## What each level still misses in a small radical cation

The silane cation SiH₄⁺ has seven valence electrons, few enough for full configuration interaction (FCI) to solve the problem exactly within a chosen set of orbitals, with the core electrons frozen. Every approximate level can then be judged by how far its total energy lies from that exact answer. The ion is held here at one distorted, nearly planar shape with one short and three longer Si–H bonds, and its unpaired electron sits in an orbital lying in the plane. A positive error means that the level has left some binding of the electrons unfound.

Total energies of SiH₄⁺ (doublet) relative to FCI, calculated with afq 1 (own AFQMC program) and Ansatz 0.2.0. All levels use the 6-31G basis, a UHF determinant and frozen cores, at one fixed PBE0/def2-TZVP geometry with one Si–H bond set to 1.368 Å.

| level | this level less the reference (FCI, same basis) (meV) | statistical noise, one standard error (meV) |
| --- | --- | --- |
| HF | 2035.0 | 0.000 |
| MP2 | 704.5 | 0.000 |
| CCSD | 41.0 | 0.000 |
| CCSD(T) | 14.5 | 0.000 |
| CCSDT | 0.4 | 0.000 |
| CCSDT(Q) | -0.1 | 0.000 |
| CCSDTQ | -0.1 | 0.000 |
| ph-AFQMC/CISD | 3.2 | 0.600 |
| released AFQMC | 0.0 | 0.400 |

The output after the text gives shares and differences worked out directly from these values.

### 1. What does Hartree–Fock leave out?

Hartree–Fock (HF) lets each electron feel only the average field of the others, so electrons don't dodge one another as they move. The energy gained by dodging is the correlation energy, here about 2 eV.

Most of it comes from electrons of opposite spin. The ion has four valence electrons of one spin and three of the other, which makes 4 × 3 = 12 unlike pairs and 6 + 3 = 9 like pairs. In the MP2 calculation an unlike pair contributes 105 meV on average, a like pair only 8 meV. The Pauli principle already keeps equal spins apart in HF, and only opposite spins can share an orbital, so that is where most remains to be gained.

### 2. Why does MP2 stop at two thirds, while CCSD gets nearly everything?

Both levels let pairs of electrons jump together into empty orbitals. MP2 estimates each jump once, as the strength of the coupling divided by an orbital energy gap, as if no other jump took place. That gap is usually too wide, because it leaves out the attraction between the excited electrons and the holes they leave behind. It leaves out some repulsions too, but these are as a rule weaker in sum.

CCSD solves for all single and double jumps together until they are consistent, which brings this attraction in. The recovered share rises from 65% to 98%. The table shows the size of the gain; the account of its origin is the standard theory of the two methods.

### 3. What is left after CCSD, and why is it so small?

CCSD is still 41 meV too high, about 4 kJ/mol. Adding triple jumps in full (CCSDT) removes all but 0.4 meV, so the remainder is almost entirely the effect of three electrons moving in concert.

That effect is small because the Coulomb force acts between two electrons at a time. A triple jump can't couple directly to the HF determinant; it lowers the energy only by improving the single and double jumps. Quadruple jumps that are merely two pair jumps at once are already contained in CCSD as products. The truly joint motion of four electrons adds only about 0.4 meV, some hundred times less than the triples.

### 4. Why does CCSD(T) not reach CCSDT?

The brackets mean that the triples are estimated once, from the finished CCSD solution, and can't act back on it. This cheaper step finds 26.5 of the 40.6 meV that full triples bring, and leaves an error of 14.5 meV. Like MP2, it divides by plain orbital energy gaps, which is a likely reason why both estimates go in the right direction here but fall short of the full size. For many purposes 1.4 kJ/mol is tolerable, but here it is a real shortfall of the method.

### 5. Should the usual warning signs have revealed this?

Two of them look harmless. The T1 diagnostic, which measures how strongly single jumps must correct the orbitals, is 0.017, below even the rough warning mark of 0.02 that is used for closed shells. The HF determinant carries 94% of the weight in a wavefunction of single and double jumps (CISD). The first number says that the orbitals need little correction, the second that one determinant dominates. Neither measures how well triples are estimated.

The third sign, the spin, is less clean. A pure doublet has a squared spin ⟨S²⟩ of 0.75 and a quartet 3.75, while the determinant used here has 0.809. If only a quartet is mixed in, with weight w, then

0.75 (1 − w) + 3.75 w = 0.809, so w = 0.059 / 3 ≈ 0.02.

Two per cent of the determinant thus has the wrong spin, and the correlated levels have to repair it. This may be part of why the bracketed triples fall short, but that is a guess; a run starting from a spin-pure determinant would test it.

### 6. Is the error of phaseless AFQMC just noise?

Auxiliary-field quantum Monte Carlo (AFQMC) takes another route. It sends many determinants on random walks that gradually single out the ground state. Left alone, the walkers acquire wandering phases that cancel and drown the signal. The phaseless constraint prevents this by steering the walkers with a trial wavefunction, here of CISD type. An exact trial would do no harm; an approximate one shifts the energy.

The error of 3.2 meV is about five times the statistical noise of 0.6 meV, so it is a genuine bias. Noise falls with the square root of the number of samples: 36 times as many would bring it down to 0.1 meV. The bias would stay where it is, because every new sample obeys the same constraint.

Letting the constraint go is the proper test. The error then drops to 0.0 ± 0.4 meV, which points to the constraint as the source of the bias.

### 7. Which digits can be trusted?

The released walk agrees with FCI to within about half a meV, and its printed zero means no more than that. Its successive energies fall from 2.0 meV above FCI through 0.9 and 0.6 to the final value, and the noise is too large to tell whether they have levelled off. Had FCI been unknown, the walk alone would not have shown that it had arrived.

The two errors of −0.1 meV, for CCSDT(Q) and CCSDTQ, are no overshoot either. Those runs start from an HF energy 0.1 meV lower than that of the FCI run. When correlation energies alone are compared, CCSDTQ and FCI agree to about 0.01 meV. A difference of 0.1 meV between total energies therefore carries no physics at the top of the coupled-cluster ladder.

All these digits describe how well each method solves one model problem. The 6-31G basis has no d functions on silicon and no p functions on hydrogen, so electrons have less freedom to avoid each other by angle than a larger basis would give them. Even FCI can't recover correlation that the orbitals don't allow. A level that is exact here can still be far from the real ion, and a larger basis is then the first thing to improve.

Output of the analysis:

```
Share of the correlation energy recovered:
             row  percent recovered
              HF                  0
             MP2              65.38
            CCSD              97.99
         CCSD(T)              99.29
           CCSDT              99.98
        CCSDT(Q)                100
          CCSDTQ                100
   ph-AFQMC/CISD              99.84
  released AFQMC                100
MP2 correlation per opposite-spin pair (meV): 105.2
MP2 correlation per same-spin pair (meV): 7.529
Ratio of the two per pair: 13.98
Gain from MP2 to CCSD (meV): 663.5
CCSD error (kJ/mol): 3.956
CCSD(T) error (kJ/mol): 1.399
Gain from full triples, CCSD to CCSDT (meV): 40.6
Gain from perturbative triples, CCSD to CCSD(T) (meV): 26.5
Perturbative share of the full triples gain (percent): 65.27
Gain from full quadruples, from correlation energies (meV): 0.372
Triples gain over quadruples gain: 109.1
HF energy of the CCSDTQ run less that of the FCI run (meV): -0.1
CCSDTQ less FCI, correlation energies only (meV): -0.006
Quartet weight in the UHF determinant if only a quartet is mixed in (percent): 1.973
Weight outside the determinant in CISD (percent): 6.198
Phaseless error in standard errors: 5.333
Phaseless less released, in combined standard errors if independent: 4.438
Factor of more samples for a phaseless noise of 0.1 meV: 36
Released walk, first energy less FCI (meV): 1.96
Released walk, third energy less FCI (meV): 0.94
Released walk, fourth energy less FCI (meV): 0.62
Released walk, last energy less FCI (meV): -0.03
```
